## Where the plus sign goes in a nitrilium ion

The Hirshfeld charge of an atom compares the electrons it holds in the molecule with those of the free atom. At each point in space the molecular electron density is divided among the atoms in proportion to their free-atom densities, and each atom's share is subtracted from its nuclear charge. Here the density comes from a density functional calculation on one isolated cation, H–C≡C–CH₂–N≡C–SiH₃. The rows start with the carbons, nitrogen and silicon in chain order, from the alkyne end to silicon, and the hydrogens follow.

Hirshfeld atomic charges of the isolated singlet cation H–C≡C–CH₂–N≡C–SiH₃⁺ (total charge +1 e), calculated with PySCF 2.14.0 at the M06-2X/6-31G(d) level. The calculation is a gas-phase single point on one conformer at its GFN2-xTB geometry.

```
row  hirshfeld charge (e)  computed element
  1                -0.036                 C
  2                -0.057                 C
  3                 0.075                 C
  4                 0.073                 N
  5                 0.150                 C
  6                 0.492                Si
  7                 0.131                 H
  8                 0.109                 H
  9                 0.109                 H
 10                -0.016                 H
 11                -0.015                 H
 12                -0.015                 H
```

The structural formula puts a full positive charge on nitrogen. The calculation leaves less than a tenth of an electron charge there and about half of one on silicon. The carbon between them is also more positive than nitrogen. The formula counts electrons by giving each atom half of every bond, whereas the Hirshfeld charges follow the calculated density, in which bonds are shared unequally. They are usually small, and other ways of dividing the density would give other values.

Two effects together account for most of the pattern. The first acts within each bond, where electrons shift towards the more electronegative atom. Nitrogen attracts electrons from both its carbon neighbours and so covers much of its formal charge. Silicon is less electronegative than carbon and hydrogen, so it gives up electrons in all four of its bonds.

The hydrogens show this bond effect most directly. Hydrogen gives electrons to carbon but takes them from silicon, and the hydrogens on carbon are on average 0.13 e more positive than those on silicon. The latter are even slightly negative, although the whole ion is positive. In the CH₂ group, therefore, most of the positive charge sits on the hydrogens, while in the SiH₃ group silicon carries all of it.

The second effect is the sharing of the missing electron itself. Resonance theory can draw the ion in several ways. Three of them put the plus sign on nitrogen (N⁺≡C), on the neighbouring carbon (N=C⁺), or on silicon, as an isocyanide, neutral overall, attached to SiH₃⁺. These forms concentrate positive charge on three adjacent atoms. The rest of the molecule takes up part of it too, as its electrons are drawn towards the positive centre.

A simple formula adds the two effects for atom $i$:

$$q_i = k\sum_j(\chi_j-\chi_i) + \frac{f\,s_i}{3} + \frac{1-f}{12}$$

Here $q_i$ is the charge in units of e, $\chi$ is the electronegativity, and the sum runs over the bonded neighbours $j$, with a multiple bond counted once. The marker $s_i$ is 1 for nitrogen, its triple-bond carbon and silicon, and 0 elsewhere. A fraction $f$ of the ion's charge is thus divided among these three atoms, and the remainder is spread evenly over all twelve.

Silicon is worth leaving out as a check, because the sum over its bonds is the largest in size, which gives it the strongest hold on the fit. Fitting $k$ and $f$ to the other eleven atoms gives 0.155 and 0.474. With rough electronegativities of 1.9 for silicon, 2.2 for hydrogen and 2.6 for carbon, the sum for silicon is $0.7+3\times0.3=1.6$. The predicted charge is then

$$q_{\mathrm{Si}} \approx 0.155\times1.6+\frac{0.474}{3}+\frac{0.526}{12}\approx0.45,$$

against a computed value of 0.49. The bond term supplies the largest part of the estimate. The agreement is less independent than it looks, however, because the computed charges and those of the formula both add up to the charge of the ion. Silicon's error is therefore the sum of the other eleven errors with its sign reversed, and the check shows only that those errors largely cancel.

The formula was also fitted to all twelve atoms, as the printed output shows. When each atom in turn is predicted from the others, the typical error is about 0.05 e. It is about twice as large if the ion's charge is only spread evenly, or only placed on the three resonance sites. The equal division among those sites was chosen with these charges in view, so $f$ should not be read as a measured resonance weight.

The formula fails clearly at two neighbouring atoms, the inner alkyne carbon (row 2) and the CH₂ carbon (row 3). It makes the first too positive and the second too negative, each by about 0.1 e. One reason is probably that it treats all carbons alike. An alkyne carbon bonds through sp orbitals, whose greater s character holds electrons closer to the nucleus, so it should draw electrons from the sp³ carbon beside it. This is unlikely to be the whole cause, since the hydrogens, discussed below, show a much smaller effect. The positive end of the ion should also pull the mobile π electrons of the alkyne towards its inner carbon. The CH₂ carbon, for its part, would carry the plus sign in a further resonance form, a propargyl cation attached to a neutral nitrile, which the formula leaves out. These charges alone cannot separate the causes.

The difference between sp and sp³ carbons probably also explains an irregularity among the hydrogens. The alkyne hydrogen is the farthest from the nitrilium group, yet it is about 0.02 e more positive than the CH₂ hydrogens. Distance from the positive centre would suggest the opposite order, but the sp carbon attracts the electrons of its C–H bond more strongly. In this ion, then, an atom's charge reflects both the bonds it forms and its place in the resonance forms, not just the plus sign of a single formula.

Output of the analysis:

```
fit of y on 12 rows: coefficient of pull 0.169 +/- 0.022, coefficient of focus 0.5073 +/- 0.092; rms 0.0417, worst 3 -0.102, leave-one-out rms 0.0452
fit of y on 11 rows (chi > 2): coefficient of pull 0.1547 +/- 0.039, coefficient of focus 0.4742 +/- 0.12; rms 0.043, worst 2 0.101, leave-one-out rms 0.0495
  rows outside the fit (model, value, miss): 6 0.366, 0.4087, -0.0426
Charges and two-constant model (e):
  row  computed      model  model_less_computed
    1    -0.036   -0.02656             0.009439
    2    -0.057    0.04106              0.09806
    3     0.075   -0.02656              -0.1016
    4     0.073    0.07492              0.00192
    5      0.15     0.1594             0.009444
    6     0.492     0.4806             -0.01136
    7     0.131     0.1087             -0.02232
    8     0.109     0.1087           -0.0003225
    9     0.109     0.1087           -0.0003225
   10    -0.016  -0.009656             0.006344
   11    -0.015  -0.009656             0.005344
   12    -0.015  -0.009656             0.005344
Leave-one-out rms, even spread only (e): 0.1113
Leave-one-out rms, resonance sites only (e): 0.1012
Largest miss of the two-constant model outside rows 2 and 3 (e): 0.02232
Si charge predicted from the other eleven atoms (e): 0.4494
Charge of the SiH3 group (e): 0.446
Charge of the N-C triple-bond unit (e): 0.223
Charge of the CH2 group (e): 0.293
Charge of the HCC end (e): 0.038
Alkyne H less mean CH2 H (e): 0.022
Mean H on C less mean H on Si (e): 0.1317
```
